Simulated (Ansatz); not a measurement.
# SrMg: the change of pressure with volume scale

Periodic Kohn-Sham DFT of a crystal at fixed atoms, scaled to volume_scale times the given cell; pressure positive in compression, energy less spherical unpolarised free atoms, largest_vzz the field gradient of largest size among the nuclei. The results are calculated, by Ansatz 0.2.0.

The cell before it is scaled or strained (space group Pm-3m, No. 221):
```
cell vectors (Å)
   3.9000     0.0000     0.0000
   0.0000     3.9000     0.0000
   0.0000     0.0000     3.9000
atoms (fractions of the cell vectors)
Sr  0.50000  0.50000  0.50000
Mg  0.00000  0.00000  0.00000
```

Settings of every row: method all-electron PAW; functional LDA; relativity scalar; k mesh 9x9x9; filling fermi-dirac; smearing width 0.05 eV; nucleus gaussian.

Atom start moment: 0 on all atoms.

| row | volume scale | V (Å³/atom) | pressure (GPa) |
| --- | --- | --- | --- |
| 1 | 0.94 | 27.88 | 5.842 |
| 2 | 0.96 | 28.473 | 4.964 |
| 3 | 0.98 | 29.066 | 4.162 |
| 4 | 0.99 | 29.363 | 3.788 |
| 5 | 1 | 29.659 | 3.43 |
| 6 | 1.01 | 29.956 | 3.088 |
| 7 | 1.02 | 30.253 | ? |
| 8 | 1.04 | 30.846 | 2.148 |
| 9 | 1.06 | 31.439 | 1.586 |

Question: what pressure should row 7 give?

Worked fit of pressure. Take u = (V_r/V)^(2/3) − 1 with V_r = 29.511 Å³ an atom, which is twice the finite (Eulerian) strain; such expansions in the strain, on which the Birch-Murnaghan equation of state is built, carry the rest volume and the bulk modulus. The shown rows have u = 0.03863, 0.02416, 0.01018, 0.00336, -0.00333, -0.00993, -0.02907, -0.04131. Least squares give pressure = 3.6071 + 53.381 × u + 112.08 × u² + 99 × u³ GPa; a parabola predicts inner rows, each left out in turn, worse (root mean square 0.0016 against 0.00059 GPa). The rows lie off it by 0.000, 0.000, 0.000, 0.000, -0.001, 0.000, 0.000, 0.000. The withheld row has u = -0.01642, so the fit gives 3.6071 + 53.381 × (-0.01642) + 112.08 × (-0.01642)² + 99 × (-0.01642)³ = 2.760 GPa.

The calculation gave 2.761 GPa. The fit lies 0.001 GPa (0.023 % of the column's range) below it, one unit of the last digit.
